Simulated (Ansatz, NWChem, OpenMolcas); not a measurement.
**Computed against measured: dipole moment**

6 molecules holding an element from Na to Cl; the dipole moment in D, computed less measured. Shapes, held fixed at every level: PBE0-D4/def2-TZVP; CS, PN at the measured bond length. No vibrational averaging. Dipoles are compared by magnitude; molecules under 1 D, whose direction can flip, are left out. Programs: Ansatz 0.2.0, NWChem 7.3.0, OpenMolcas 26.06. A level may come from different programs for different species; with the same settings they agree closely. Measured values: NIST CCCBDB.

Levels: A = HF/def2-SVP; B = M06-2X/STO-3G; C = PBE0/def2-SVP; D = B3LYP/6-31G* (Cartesian functions).

```
                    molecule  measured      A      B      C      D
     CS (carbon monosulfide)      1.98  -0.49  -0.61  -0.18  -0.41
     PN (phosphorus nitride)      2.75  +0.21  -0.79  -0.21  -0.29
          SO2 (SMILES O=S=O)      1.63  +0.66  -0.16  +0.12  +0.08
PF3 (phosphorus trifluoride)      1.03  +0.52  -0.21  +0.07  -0.05
       CH3Cl (chloromethane)      1.87  +0.22  +0.24  +0.01  +0.14
    SiH3Cl (SMILES [SiH3]Cl)      1.31  +0.26  +1.32  +0.06  +0.37
```

Question: Which level does best on this set, which worst, and which err to one side?

Answer: 
```
                             level           kind  mean error  mean absolute error  worst case
                       HF/def2-SVP   Hartree–Fock      +0.230                0.393         SO2
                     M06-2X/STO-3G  global hybrid      -0.035                0.555      SiH3Cl
                     PBE0/def2-SVP  global hybrid      -0.022                0.108          PN
B3LYP/6-31G* (Cartesian functions)  global hybrid      -0.027                0.223          CS
```

On this set PBE0/def2-SVP has the smallest mean absolute error and M06-2X/STO-3G the largest. Without SiH3Cl the largest would be that of HF/def2-SVP. HF/def2-SVP is too high in 5 of 6. The levels differ in basis as well as in method. The set is small.

HF and PBE0 share a basis here, so their contrast isolates the treatment of the electrons. PBE0 lowers the dipole in every molecule except CS, where it raises it, and the error shrinks everywhere but in PN, where only its sign changes. Hartree–Fock typically exaggerates charge transfer to the more electronegative atom, and correlation returns some of it. CS probably fits the same picture: its dipole has carbon at the negative end, owing largely to the carbon lone pair, so excess charge on sulfur reduces the moment instead of increasing it.

The near-zero mean error of M06-2X/STO-3G reflects cancellation, with SiH3Cl at +1.32 offsetting mostly negative errors. A minimal basis has too little flexibility to polarise the density around silicon and chlorine, which probably explains much of that outlier; it says little about the functional itself. Likewise, the lead of PBE0/def2-SVP over B3LYP/6-31G* doesn't establish PBE0 as the better functional for dipoles, since missing diffuse functions may partly offset errors in the density.
